# Size extensivity of local methods: $N$ separated two-electron units

For $N$ identical closed-shell two-electron units with two orbitals each and no coupling between them, the common correlation methods can be solved by hand. With $K$ the exchange integral of one unit, $\varepsilon_1,\varepsilon_2$ its orbital energies and $2\Delta$ the diagonal energy of its double excitation above the reference, the correlation energies are

$$E_{\rm MP2}=-\frac{NK^2}{2(\varepsilon_2-\varepsilon_1)},$$
$$E_{\rm exact}=E_{\rm CCD}=E_{\rm IEPA}^{\rm local}=N\left[\Delta-\sqrt{\Delta^2+K^2}\right],$$
$$E_{\rm DCI}=\Delta-\sqrt{\Delta^2+NK^2}.$$

The first two lines are additive, $E(N)=NE(1)$. The last is not: it is nearly linear for $N\ll\Delta^2/K^2$ and grows as $\sqrt N$ for $N\gg\Delta^2/K^2$. For identical separated units, additivity (size consistency) implies linear scaling (size extensivity). The converse fails, as the independent-pair section shows. The derivation holds for minimal-basis H$_2$ and for the half-filled Hubbard dimer. Hubbard energies are in units of the hopping $t$.

## Premises and conventions

1. **No coupling.** $H=\sum_{i=1}^N H_i$, and $H_i$ contains only the operators of unit $i$. Every one- and two-electron integral with indices on different units is zero, and orbitals on different units are orthogonal.
2. **Two orbitals, two electrons.** Each unit has an even orbital $1_i$ and an odd orbital $2_i$ under the exchange of its two centres, and $H_i$ is symmetric under that exchange.
3. **Restricted reference.** $|0\rangle=\prod_i a^\dagger_{1_i\alpha}a^\dagger_{1_i\beta}|{\rm vac}\rangle$ with energy $NE_0$. Correlation energies are measured from $NE_0$.
4. **Exact** means full CI in this basis.

Two-electron integrals $(pq|rs)$ are in chemists' notation, with $J_{pq}=(pp|qq)$ and $K=(12|12)$. Local orbitals are real. Amplitudes are called $\tau$ or $c$, so that $t$ always means hopping.

## One unit

The closed-shell Fock matrix is $f_{pq}=h_{pq}+2(pq|11)-(p1|1q)$. By premise 2, an integral vanishes when the index 2 occurs an odd number of times. Hence $f_{12}=0$, the symmetry orbitals are the Hartree-Fock orbitals, and

$$\varepsilon_1=h_{11}+J_{11},\qquad \varepsilon_2=h_{22}+2J_{12}-K .$$

The determinants $|1\alpha1\beta\rangle$ and $|2\alpha2\beta\rangle$ have energies $E_0=2h_{11}+J_{11}$ and $2h_{22}+J_{22}$, and the Slater-Condon rule for a double replacement couples them by $(21|21)=K$. Eliminating $h_{11}$ and $h_{22}$ in favour of the orbital energies gives

$$2\Delta\equiv 2h_{22}+J_{22}-E_0=2g+\delta,$$
$$g=\varepsilon_2-\varepsilon_1,\qquad \delta=J_{11}+J_{22}-4J_{12}+2K .$$

So $2\Delta$ and the Møller-Plesset denominator $2g$ are different quantities in general.

**Hubbard dimer.** With sites $A,B$,

$$H_i=-t\sum_\sigma\left(a^\dagger_{A\sigma}a_{B\sigma}+a^\dagger_{B\sigma}a_{A\sigma}\right)+U\left(n_{A\alpha}n_{A\beta}+n_{B\alpha}n_{B\beta}\right),$$

$t>0$, $U\ge0$. The orbitals are $1=(A+B)/\sqrt2$ and $2=(A-B)/\sqrt2$, so $h_{11}=-t$ and $h_{22}=+t$. The on-site interaction gives $(pq|rs)=U\sum_{\mu=A,B}C_{\mu p}C_{\mu q}C_{\mu r}C_{\mu s}$. Each product has modulus $1/4$, and the two sites add for an even number of indices 2 and cancel for an odd number. Therefore $J_{11}=J_{22}=J_{12}=K=U/2$, and

$$\varepsilon_{1,2}=\mp t+\tfrac U2,\quad g=2t,\quad E_0=-2t+\tfrac U2,\quad \delta=0,\quad \Delta=2t,\quad K=\tfrac U2 .$$

The equality $\Delta=g$ is special to this model.

## The sector of the reference

Each $H_i$ conserves the electron number $N_i$ of its unit. It also conserves the parity $\Pi_i=(-1)^{n_{2_i}}$, because the surviving integrals change the occupation of orbital 2 by $0$ or $\pm2$. These operators commute with the whole $H$, so $H$ connects $|0\rangle$ only to determinants with $N_i=2$ and $\Pi_i=+1$ on every unit. Two electrons with even $n_2$ occupy $1\alpha1\beta$ or $2\alpha2\beta$. Each unit is thus a two-level system. Define

$$b_i^\dagger=a^\dagger_{2_i\alpha}a^\dagger_{2_i\beta}a_{1_i\beta}a_{1_i\alpha}.$$

Then $(b_i^\dagger)^2=0$ by the Pauli principle, and operators on different units commute because each holds an even number of fermion operators. In this sector of dimension $2^N$,

$$H'\equiv H-NE_0=\sum_i\left[2\Delta\,b_i^\dagger b_i+K\left(b_i+b_i^\dagger\right)\right].$$

Write $|i\rangle=b_i^\dagger|0\rangle$ for the local doubles and $|ij\rangle=b_i^\dagger b_j^\dagger|0\rangle$, $i\ne j$, for the quadruples. The matrix elements needed below are

$$\langle0|H'|i\rangle=K,\qquad\langle i|H'|j\rangle=2\Delta\,\delta_{ij},\qquad\langle i|H'|ij\rangle=K,\qquad\langle ij|H'|ij\rangle=4\Delta .$$

All singles lie outside the sector. So do all doubles other than $|i\rangle$: they either move charge between units or leave one electron in orbital 2 on each of two units. This is why a local treatment loses nothing here. Keeping only the intra-unit pair, with the virtual orbital of the same unit as its domain, discards only amplitudes that vanish by symmetry.

## Exact solution

One unit contributes the matrix $\begin{pmatrix}0&K\\K&2\Delta\end{pmatrix}$. Its secular equation $e^2-2\Delta e-K^2=0$ has the lower root

$$e=\Delta-S_1,\qquad S_N\equiv\sqrt{\Delta^2+NK^2},$$

with eigenvector $(1,\tau)$, $\tau=e/K$. Since $H'$ is a sum of commuting terms on separate factors, its eigenstates are products and its eigenvalues are sums. The lowest is

$$E_{\rm exact}=Ne,\qquad|\Psi\rangle=\prod_i\left(1+\tau b_i^\dagger\right)|0\rangle .$$

In the normalised state each unit is unexcited with probability $w=1/(1+\tau^2)=\tfrac12(1+\Delta/S_1)$. The number of excited units follows a binomial distribution with mean $N(1-w)$, and the weight of the reference is $w^N$.

For the Hubbard array this state is also the global ground state. The dimer energy is $E_0+e=U/2-\sqrt{4t^2+U^2/4}<0$, below the odd two-electron states at $0$ (triplet) and $U$ (singlet). The lowest energies for $n=0,1,3,4$ electrons are $0,\,-t,\,U-t,\,2U$. Subtracting $nU/2$, whose sum over units is fixed by the total electron number, gives $0,\,-t-U/2,\,-t-U/2,\,0$, against $-U/2-S_1$ for $n=2$. As $S_1\ge2t$, two electrons on every unit is the optimum.

## Local MP2

For orthonormal orbitals that need not diagonalise the occupied or virtual Fock block, the first-order amplitudes obey

$$0=K^{ab}_{ij}+\sum_c\left(f_{ac}T^{cb}_{ij}+T^{ac}_{ij}f_{cb}\right)-\sum_k\left(f_{ik}T^{ab}_{kj}+f_{kj}T^{ab}_{ik}\right),$$

with $K^{ab}_{ij}=(ia|jb)$, and $E_{\rm MP2}=\sum_{ijab}(2T^{ab}_{ij}-T^{ba}_{ij})K^{ab}_{ij}$. The off-diagonal Fock elements are what makes local MP2 iterative in a real molecule. Here premise 1 removes them: $f_{ik}=\varepsilon_1\delta_{ik}$ and $f_{ac}=\varepsilon_2\delta_{ac}$. The equation collapses to $T^{ab}_{ij}=-K^{ab}_{ij}/(2g)$. The only nonzero integrals are $(1_i2_i|1_i2_i)=K$, one per unit, so

$$E_{\rm MP2}=\sum_{i=1}^N\left(-\frac K{2g}\right)K=-\frac{NK^2}{2(\varepsilon_2-\varepsilon_1)},$$

which is $-NU^2/(16t)$ for Hubbard dimers.

The result does not depend on localisation. Rotate the occupied orbitals by an orthogonal matrix $O$ and the virtuals by $W$. The Fock blocks are multiples of the unit matrix and stay so. The integrals become $(ia|jb)=K\sum_mO_{im}W_{am}O_{jm}W_{bm}$, symmetric in $a,b$, and orthogonality gives $\sum_{ijab}(ia|jb)^2=K^2\sum_{mn}\delta_{mn}=NK^2$. Untruncated MP2 is additive in any such orbitals. Local orbitals make the additivity visible term by term and let it survive truncation.

Higher orders are additive too. The partition $H(\lambda)=H^{(0)}+\lambda V$ with the Fock operator as $H^{(0)}$ is itself a sum over units, so $E(\lambda)=Ne(\lambda)$ and each Taylor coefficient is proportional to $N$. At third order only the diagonal of $V$ enters, whose difference between $|i\rangle$ and $|0\rangle$ is $2\Delta-2g=\delta$, giving $NK^2\delta/(2g)^2$. For the Hubbard dimer this vanishes, and $e(\lambda)=2t-\sqrt{4t^2+\lambda^2U^2/4}$ beyond first order.

## Local CCD

Take $|\Psi\rangle=e^{T}|0\rangle$ with $T=\sum_i\tau_ib_i^\dagger$. Setting all other doubles amplitudes to zero is consistent: $e^{-T}He^T|0\rangle$ then lies in the sector, so its projection on any double outside vanishes identically. Commutation and $(b_i^\dagger)^2=0$ give

$$e^T|0\rangle=\prod_i\left(1+\tau_ib_i^\dagger\right)|0\rangle=|0\rangle+\sum_i\tau_i|i\rangle+\sum_{i<j}\tau_i\tau_j|ij\rangle+\dots$$

The equations are $\langle0|e^{-T}H'e^T|0\rangle=E$ and $\langle i|e^{-T}H'e^T|0\rangle=0$. Use $\langle0|e^{-T}=\langle0|$ and $\langle i|e^{-T}=\langle i|-\tau_i\langle0|$. The first equation gives $E=K\sum_j\tau_j$. The second gives

$$K+2\Delta\tau_i+K\sum_{j\ne i}\tau_i\tau_j-\tau_iK\sum_j\tau_j=0 .$$

The third term comes from the quadruples and the fourth from the energy. They cancel except for $j=i$:

$$K+2\Delta\tau_i-K\tau_i^2=0 .$$

No reference to $N$ or to another unit is left. The roots are $\tau_i=(\Delta\mp S_1)/K$. The one that vanishes as $K\to0$ is $\tau=(\Delta-S_1)/K$, which gives $E_{\rm CCD}=NK\tau=N(\Delta-S_1)=E_{\rm exact}$, and $e^T|0\rangle$ is the exact product state. Two separate facts are at work. Additivity comes from the cancellation, that is from the exponential form. Exactness comes from doubles being complete on each unit. Dropping the quadratic term (linearised CCD) gives $-NK^2/(2\Delta)$, which is additive but not exact, and which equals MP2 when $\delta=0$.

## Independent pairs

The independent electron pair approximation (IEPA) diagonalises $H'$ separately for each pair of occupied spin orbitals, in the space of $|0\rangle$ and all doubles out of that pair, and adds the lowest roots.

**Local orbitals.** For the pair $(1_i\alpha,1_i\beta)$ the only double in the sector is $|i\rangle$. The pair equations are $e_i=Kc_i$ and $K+2\Delta c_i=e_ic_i$, which is the CCD equation with $c_i=\tau_i$. Inter-unit pairs have no double in the sector and contribute zero. The sum is $N(\Delta-S_1)$, the exact value.

**Delocalised orbitals.** IEPA is not invariant to rotations among the occupied orbitals. Take Hubbard dimers and Bloch-like occupied orbitals $\phi_k=N^{-1/2}\sum_me^{2\pi ikm/N}1_m$, which are equally valid Hartree-Fock orbitals. The space of doubles out of a pair does not depend on the choice of virtuals, so keep those local. For the pair $(k\alpha,k'\beta)$ let $\Phi_m$ be the double into $2_m\alpha\,2_m\beta$.

- Its coupling to $|0\rangle$ is the integral $(2_mk|2_mk')$, of modulus $K/N$.
- $\langle\Phi_m|H|\Phi_{m'}\rangle=(2_m2_{m'}|2_m2_{m'})=0$ for $m\ne m'$. Doubles into virtuals on two different units have odd parities and decouple. Same-spin pairs have only such doubles and contribute nothing.
- $\Phi_m$ is one determinant, so its energy is the hopping energy plus $U\sum_{\rm sites}n_\alpha n_\beta$. The hopping energy rises by $4t$. The density per site and spin is $\tfrac12(1-1/N)$ on the $N-1$ other units and $\tfrac12(2-1/N)$ on unit $m$, against $\tfrac12$ in the reference. The interaction changes by $\tfrac U2\left[(N-1)(1-\tfrac1N)^2+(2-\tfrac1N)^2-N\right]=\tfrac U2(1-\tfrac1N)$.

So all $\Phi_m$ lie at $2\Delta_N=4t+\tfrac U2(1-1/N)$, and one normalised combination couples to $|0\rangle$ with squared strength $N(K/N)^2=K^2/N$. There are $N^2$ opposite-spin pairs:

$$E^{\rm Bloch}_{\rm IEPA}=N^2\left[\Delta_N-\sqrt{\Delta_N^2+K^2/N}\right]\;\longrightarrow\;-\frac{NK^2}{2\Delta_\infty},\qquad\Delta_\infty=2t+\frac U4 .$$

This scales linearly at large $N$ but is neither additive nor exact. The exactness of IEPA belongs to the local orbitals.

## Doubles CI

Now take the linear form $|\Psi\rangle=|0\rangle+\sum_ic_i|i\rangle$. Doubles and singles outside the sector decouple, so this is also the singles-and-doubles CI state that contains the reference. Projecting $(H'-E)|\Psi\rangle=0$ on $|0\rangle$ and $|i\rangle$,

$$E=K\sum_jc_j,\qquad K+2\Delta c_i=Ec_i .$$

The quadruples term is absent, so the full energy $E$ stays in the amplitude equation. All $c_i$ equal $K/(E-2\Delta)$. Insertion in the first equation gives $E^2-2\Delta E-NK^2=0$, whose lower root is

$$E_{\rm DCI}=\Delta-\sqrt{\Delta^2+NK^2}=\Delta-S_N .$$

Equivalently, $|0\rangle$ couples with strength $K\sqrt N$ to the single normalised state $N^{-1/2}\sum_i|i\rangle$ at $2\Delta$. CI is invariant to rotations within the occupied and within the virtual space, because they map the space of doubles onto itself, so localisation cannot repair this result.

**Small $N$.** For $N<N^*\equiv\Delta^2/K^2$ the root can be expanded:

$$E_{\rm DCI}=-\frac{NK^2}{2\Delta}+\frac{N^2K^4}{8\Delta^3}-\dots,\qquad E_{\rm exact}=-\frac{NK^2}{2\Delta}+\frac{NK^4}{8\Delta^3}-\dots$$

Fourth-order perturbation theory in $K$ identifies the difference. The renormalisation term is $-E^{(2)}\sum_iK^2/(2\Delta)^2=+N^2K^4/(8\Delta^3)$, and DCI contains it. The direct term runs $|0\rangle\to|i\rangle\to|ij\rangle\to|i\rangle$ or $|j\rangle\to|0\rangle$. It has $2N(N-1)$ paths, each worth $-K^4/[(2\Delta)^2\,4\Delta]$, in total $-N(N-1)K^4/(8\Delta^3)$. DCI lacks it. The sum of both is $NK^4/(8\Delta^3)$, as in the exact series.

**Large $N$.** For $N\gg N^*$, $E_{\rm DCI}=-K\sqrt N+\Delta-\Delta^2/(2K\sqrt N)+\dots$, and the energy per unit goes to zero as $N^{-1/2}$. The crossover is measured by the local exponent

$$\frac{d\ln|E_{\rm DCI}|}{d\ln N}=\frac{NK^2}{2S_N(S_N-\Delta)}=\frac12\left(1+\frac\Delta{S_N}\right),$$

where $NK^2=(S_N-\Delta)(S_N+\Delta)$ was used. It falls from near 1 to $\tfrac12$. The same expression is the reference weight $w_{\rm DCI}=1/(1+Nc^2)$ of the normalised DCI state, as follows from the two-level form with $K\to K\sqrt N$. DCI keeps more than half its weight on the reference and excites at most one unit, while the exact state has weight $w^N$ and excites $N(1-w)$ units on average. For Hubbard dimers $N^*=16t^2/U^2$.

## Range of validity

- **Coupling between units.** All formulas need premise 1. Let a hopping $t'$ join site $B$ of one dimer to site $A$ of the next in an open chain. It changes $N_i$, so the first-order shift is zero. At second order one electron moves. Removing it from $B$ leaves the $n=1$ state at $-t$ with weight $w/2$ or at $+t$ with weight $(1-w)/2$. Adding it to $A$ gives $U-t$ with weight $w/2$ or $U+t$ with weight $(1-w)/2$. Twice the dimer energy is $U-2S_1$, so the denominators are $2S_1-2t$, $2S_1$ and $2S_1+2t$. Two spins and two directions give a factor 4, and the total energy shifts per link by
$$\Delta E=-t'^2\left[\frac{w^2}{2S_1-2t}+\frac{2w(1-w)}{2S_1}+\frac{(1-w)^2}{2S_1+2t}\right].$$
This is linear in the number of links, but singles and inter-unit amplitudes no longer vanish, and neither CCD nor local IEPA is exact. For H$_2$ molecules at distance $R$ the integral $(1_i2_i|1_j2_j)$ is a transition dipole-dipole interaction, $\propto R^{-3}$, so inter-unit MP2 pair energies fall as $R^{-6}$.
- **Basis and symmetry.** Exactness of CCD needs two electrons in one even and one odd orbital per unit. With unequal centres or more orbitals singles can contribute, and CCSD is then the method that equals full CI for separated two-electron units. With more electrons per unit, MP2 and coupled cluster stay additive but are not exact.
- **Local truncation.** Additivity of a truncated method needs orbitals and domains that stay on one unit and are the same as in the monomer calculation.
- **Reference.** With $\alpha$ orbital $(\cos\theta,\sin\theta)$, $\beta$ orbital $(\sin\theta,\cos\theta)$ and $s=\sin2\theta$, the dimer energy is $-2ts+Us^2/2$. For $U>2t$ its minimum moves from $s=1$ to $s=2t/U$, at $-2t^2/U$. The formulas above still hold for $U>2t$, but as statements about the restricted reference.
- **Perturbation series.** $e(\lambda)$ has branch points at $\lambda=\pm4it/U$. The Møller-Plesset series converges at $\lambda=1$ for $U<4t$ and diverges for $U>4t$. MP2 is additive at any $U$, and additivity says nothing about accuracy. CCD is exact at any $U$ in this model.
- **Which DCI root.** $\Delta-S_N$ is the lowest root that contains the reference. A pair of triplets on two units is also a double, at $4t-U$. For $N=2$ it lies below $2t-\sqrt{4t^2+U^2/2}$ when $U>8t$.

## Numerical illustration: $U/t=3$

The value $U=3t$ is illustrative, and the numbers are the model's, not those of any material. Here $\Delta=g=2t$, $K=1.5\,t$, $S_1=2.5\,t$, $E_0=-0.5\,t$, $e=-0.5\,t$, $\tau=-1/3$, $w=0.9$ and $N^*=1.78$. The exact dimer energy is $-t$. The ratio lies above the spin instability, where the unrestricted energy is $-0.667\,t$, and inside the convergence range of the perturbation series.

Correlation energy per dimer in units of $t$, and reference weights:

| $N$ | MP2 | exact, CCD, local IEPA | Bloch IEPA | DCI | $w^N$ | $w_{\rm DCI}$ |
|---|---|---|---|---|---|---|
| 1 | $-0.5625$ | $-0.5000$ | $-0.5000$ | $-0.5000$ | 0.900 | 0.900 |
| 2 | $-0.5625$ | $-0.5000$ | $-0.4522$ | $-0.4577$ | 0.810 | 0.843 |
| 10 | $-0.5625$ | $-0.5000$ | $-0.4173$ | $-0.3148$ | 0.349 | 0.694 |
| 100 | $-0.5625$ | $-0.5000$ | $-0.4099$ | $-0.1313$ | $2.7\times10^{-5}$ | 0.566 |

MP2 overshoots the exact value by 12.5 % at every $N$. The third-order term vanishes, and the fourth-order term $K^4/(8\Delta^3)=0.0791\,t$ brings the sum to $-0.4834\,t$. Bloch IEPA tends to $-0.4091\,t$ per dimer. DCI is exact for one dimer and recovers 91.5 %, 63.0 % and 26.3 % of the exact correlation energy at $N=2$, 10 and 100. Its error per dimer already exceeds that of MP2 in magnitude at $N=10$. At that size the exact state has weight $1-w^{10}-10(1-w)w^9=0.264$ on quadruples and higher, which DCI cannot hold. The last column is also the local exponent, so at $N=100$ the growth is still $N^{0.566}$. Since $N^*<2$, the small-$N$ expansion of DCI does not converge for any $N\ge2$ at this $U/t$.

An inter-dimer hopping shifts the total energy by $-0.307\,t'^2/t$ per link. For $t'=0.1\,t$ this is $-0.0031\,t$, or 0.6 % of the model's correlation energy per dimer.